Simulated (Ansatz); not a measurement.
# Li: the change of pressure with volume scale

All results are calculated (Ansatz 0.2.0). Periodic Kohn-Sham DFT of a crystal at fixed atoms, scaled to volume_scale times the given cell; pressure positive in compression, energy less spherical unpolarised free atoms, largest_vzz the field gradient of largest size among the nuclei.

The cell before it is scaled or strained (space group Fm-3m, No. 225):
```
Li
1.0
      0.0000     2.2020     2.2020
      2.2020     0.0000     2.2020
      2.2020     2.2020     0.0000
Li
1
Direct
  0.00000 0.00000 0.00000
```

Settings of every row: method all-electron PAW; functional PBEsol; relativity scalar; k mesh 13x13x13; filling fermi-dirac; smearing width 0.08 eV; nucleus gaussian.

Atom start moment: 0 on all atoms.

| row | volume scale | V (Å³/atom) | pressure (GPa) |
| --- | --- | --- | --- |
| 1 | 0.94 | 20.073 | ? |
| 2 | 0.95 | 20.286 | -0.042 |
| 3 | 0.96 | 20.5 | -0.18 |
| 4 | 0.98 | 20.927 | -0.439 |
| 5 | 0.99 | 21.141 | -0.559 |
| 6 | 1 | 21.354 | -0.675 |
| 7 | 1.01 | 21.568 | -0.785 |
| 8 | 1.02 | 21.781 | -0.89 |
| 9 | 1.04 | 22.208 | -1.088 |
| 10 | 1.05 | 22.422 | -1.18 |
| 11 | 1.06 | 22.635 | -1.269 |

Question: what pressure should row 1 give?

Worked fit of pressure. Take u = (V_r/V)^(2/3) − 1 with V_r = 21.461 Å³ an atom, which is twice the finite (Eulerian) strain; such expansions in the strain, on which the Birch-Murnaghan equation of state is built, carry the rest volume and the bulk modulus. The shown rows have u = 0.03825, 0.03101, 0.01694, 0.01007, 0.00334, -0.00331, -0.00982, -0.02255, -0.02878, -0.03488. Least squares give pressure = −0.7304 + 16.65 × u + 35.18 × u² GPa; a straight line predicts inner rows, each left out in turn, worse (root mean square 0.017 against 0.00057 GPa). The rows lie off it by 0.000, 0.000, -0.001, 0.000, -0.001, 0.000, 0.001, 0.000, 0.000, -0.001. The withheld row has u = 0.04558, so the fit gives −0.7304 + 16.65 × (0.04558) + 35.18 × (0.04558)² = 0.102 GPa.

The calculation gave 0.102 GPa. The fit meets it to the printed digit. This row lies beyond the range of the fit.
